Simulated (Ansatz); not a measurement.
SnO₂: least direct gap against volume per atom

All results are calculated (Ansatz 0.2.0). Band levels at named k points (names of the unstrained cell) at fixed atoms, from the valence top (v1 top filled band, c1 lowest empty), gap the least over mesh, points and any path between them, spin-unpolarised plane waves, DDH-PBE0 mixes 1/eps_inf of exact exchange.

Cell of the first row (space group P4_2/mnm, No. 136):
```
SnO2
1.0
      4.6178     0.0000     0.0000
      0.0000     4.6178     0.0000
      0.0000     0.0000     3.1041
Sn O
2 4
Direct
  0.00000 0.00000 0.00000
  0.50000 0.50000 0.50000
  0.30411 0.30411 0.00000
  0.19589 0.80411 0.50000
  0.80411 0.19589 0.50000
  0.69589 0.69589 0.00000
```

Settings of every row: periodic directions 3; functional r2SCAN; spin orbit no; potentials PAW; wave cutoff 500 eV; k mesh 6x6x8; smearing width 0 eV.

Point:
```
 name  a (fraction of the reciprocal vector)  b (fraction of the reciprocal vector)  c (fraction of the reciprocal vector)
Gamma                                      0                                      0                                      0
    X                                      0                                    0.5                                      0
    M                                    0.5                                    0.5                                      0
    Z                                      0                                      0                                    0.5
    R                                      0                                    0.5                                    0.5
    A                                    0.5                                    0.5                                    0.5
```

Limits: semilocal functionals tend to give too small a gap; no spin-orbit coupling, which shifts gaps with heavier elements (SnO2).

```
row  volume per atom (Å³)  least direct gap (eV)  band gap (eV)
  1                11.032                  2.885          2.885
  2                11.376                  2.495          2.495
  3                11.728                  2.122          2.122
  4                12.087                  1.768          1.768
  5                12.454                  1.433          1.433
  6                12.827                      ?              ?
```

Question: what least direct gap should row 6 give?

Worked fit of least direct gap. Take t = volume per atom − 12, in Å³. The shown rows have t = -0.968, -0.624, -0.272, 0.087, 0.454. Least squares give least direct gap = 1.8511 − 0.9677 × t + 0.1035 × t² eV; a straight line predicts inner rows, each left out in turn, worse (root mean square 0.024 against 0.00036 eV). All shown rows lie on it to the printed digit. The withheld row has t = 0.827, so the fit gives 1.8511 − 0.9677 × (0.827) + 0.1035 × (0.827)² = 1.122 eV.

The calculation gave 1.116 eV. The fit lies 0.006 eV (0.34 % of the column's range) above it; its largest miss of a shown row is 0.000 eV. This row lies beyond the range of the fit.

The other values of row 6: band gap 1.116 eV.
